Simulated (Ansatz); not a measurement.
# Correcting a cheap level on molecular compounds of Al

The atomisation energy (no zero-point term) in kJ/mol of 7 molecular compounds of Al: x at B2PLYP/def2-TZVPP, y at CCSD(T)/CBS estimate. Shapes, held fixed at every level: PBE0-D4/def2-TZVP. Flexible molecules stand in one conformer, not always the lowest. Programs: Ansatz 0.2.0.

| molecule | x (kJ/mol) | y (kJ/mol) |
| --- | --- | --- |
| C2H3Al (ethynylalumane) | 2160 | 2176 |
| Al(CH3)(NH2)Cl | 3151 | 3192 |
| AlSiH4ClO2 (SMILES [OH][Al]([Cl])[O][SiH3]) | 3237 | 3302 |
| CH7AlOSi (SMILES [CH3][AlH][O][SiH3]) | 3757 | 3809 |
| C2H7AlO2 (SMILES C[CH2][Al]([OH])[OH]) | 4609 | ? |
| C3H8AlClO (SMILES CC(C)[O][AlH][Cl]) | 5282 | 5348 |
| C6H14AlClO (SMILES CC(C)[O][Al]([Cl])[CH](C)C) | 8956 | 9059 |

Q: Fit y = c + s·x to the known rows and predict y for C2H7AlO2.

A: 
1. Means of the 6 rows: x = 4423.83, y = 4481.0.
2. Σ(Δx)² = 29875271, Σ(Δx·Δy) = 30198496, so the slope is 30198496/29875271 = 1.0108.
3. Intercept: 4481.0 − (1.0108) × 4423.83 = 9.4. The largest residual of the fit is 21.
4. C2H7AlO2: 9.4 + 1.0108 × 4609 = 4668 kJ/mol.

CCSD(T)/CBS estimate gives 4672 kJ/mol, so the prediction is off by -4 kJ/mol, within the largest residual. Uncorrected, B2PLYP/def2-TZVPP misses it by -63 kJ/mol, and the other rows by 57 on average. The line removes about 90 % of this miss. Left out in turn, the other rows are missed by 13 kJ/mol on average, so much of the error is systematic among these molecules. The CBS estimate extrapolates MP2 from def2-TZVPP and def2-QZVPP and adds CCSD(T) − MP2 in the triple-zeta set, cores frozen.

B2PLYP underbinds every molecule here, and the shortfall generally grows with the atomisation energy; AlSiH4ClO2 breaks the order, with a larger deficit than the more strongly bound CH7AlOSi and C2H7AlO2. Atomisation turns paired bonding electrons into open-shell atoms, so small errors in the correlation energy of each bond add up instead of cancelling. That explains why a slope only slightly above one removes most of the miss. Part of the deficit probably comes from the triple-zeta basis, since the perturbative correlation term converges slowly, but the comparison cannot separate this from the functional's own error.

The remaining scatter looks chemical. The line underestimates AlSiH4ClO2, rich in polar bonds to oxygen and chlorine, and overestimates ethynylalumane, the only molecule with a carbon–carbon triple bond. This suggests that bond type matters as well as total binding, though single examples cannot establish it. The good prediction for C2H7AlO2 supports interpolation among similar saturated compounds, not transfer to Al–Al bonded or strongly multireference species.
